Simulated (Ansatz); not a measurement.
**From the elastic tensor of Ag at 11 GPa (stress–strain coefficients) to moduli and sound speeds**

All numbers below come from DFT PBEsol, scalar-relativistic, plane waves, PAW in Ansatz. Settings: 420 eV plane-wave cutoff, Γ-centred 20×20×20 mesh, Fermi-Dirac smearing of 0.15 eV. No spin polarisation.

Symmetry: Fm-3m, No. 225, cubic system. The conventional cell has a = 3.955 Å, b = 3.955 Å, c = 3.955 Å, α = 90.00°, β = 90.00°, γ = 90.00°. Ag (site symmetry m-3m) has 12 Ag at 2.80 Å as nearest neighbours.

In a metal, frequencies and elastic constants depend on the k mesh and the smearing, soft modes and shear constants most.

Relaxed-ion constants (GPa, on the Cartesian axes of the calculation):
```
213.4 160.6 160.6   0.0   0.0   0.0
160.6 213.4 160.6   0.0   0.0   0.0
160.6 160.6 213.4   0.0   0.0   0.0
  0.0   0.0   0.0  80.5   0.0   0.0
  0.0   0.0   0.0   0.0  80.5   0.0
  0.0   0.0   0.0   0.0   0.0  80.5
```

Density 11.586 g/cm³; 1 atom in 15.46 Å³.

The values that follow are for a polycrystal of randomly turned grains, by Hill's mean where one number stands. In a crystal this anisotropic the Voigt and Reuss bounds lie far apart, so Hill's mean and the sound speeds and Debye temperature from it are rough.

```
Bulk modulus, Voigt / Reuss / Hill          : 178.2 / 178.2 / 178.2 GPa
Shear modulus, Voigt / Reuss / Hill         : 58.9 / 44.2 / 51.6 GPa
Young's modulus                             : 141 GPa
Poisson ratio                               : 0.368
Pugh ratio B/G                              : 3.46
Universal anisotropy index                  : 1.65
Longitudinal and transverse sound speeds    : 4617 and 2109 m/s
Debye temperature from the mean sound speed : 284 K
```

Cost: 1 run of about 1.1 core-minutes, on Arm Neoverse V2 (shared hosts).

Compressed silver resists a change of volume far more strongly than a change of shape, with a bulk modulus of 178.2 GPa against a C44 of 80.5 GPa. The softest response is the tetragonal shear, governed by the small difference between C11 and C12. Close-packed geometry already makes this shear easier than the C44 one, even for simple central forces between nearest neighbours. The filled 4d shell adds little directional bonding to stiffen it, while overlap of the d shells and the compressed sp electron gas oppose a loss of volume. C12 exceeds C44 by much more than the applied pressure would cause in a central-force crystal, a sign of the many-body character of metallic cohesion. The cubic stability conditions are met, so the lattice withstands small homogeneous strains at this pressure. The high B/G ratio is consistent with silver's known ductility but does not establish it, since plastic flow depends on dislocations and stacking faults. Stability against phonons of finite wavelength or against other crystal structures remains untested.
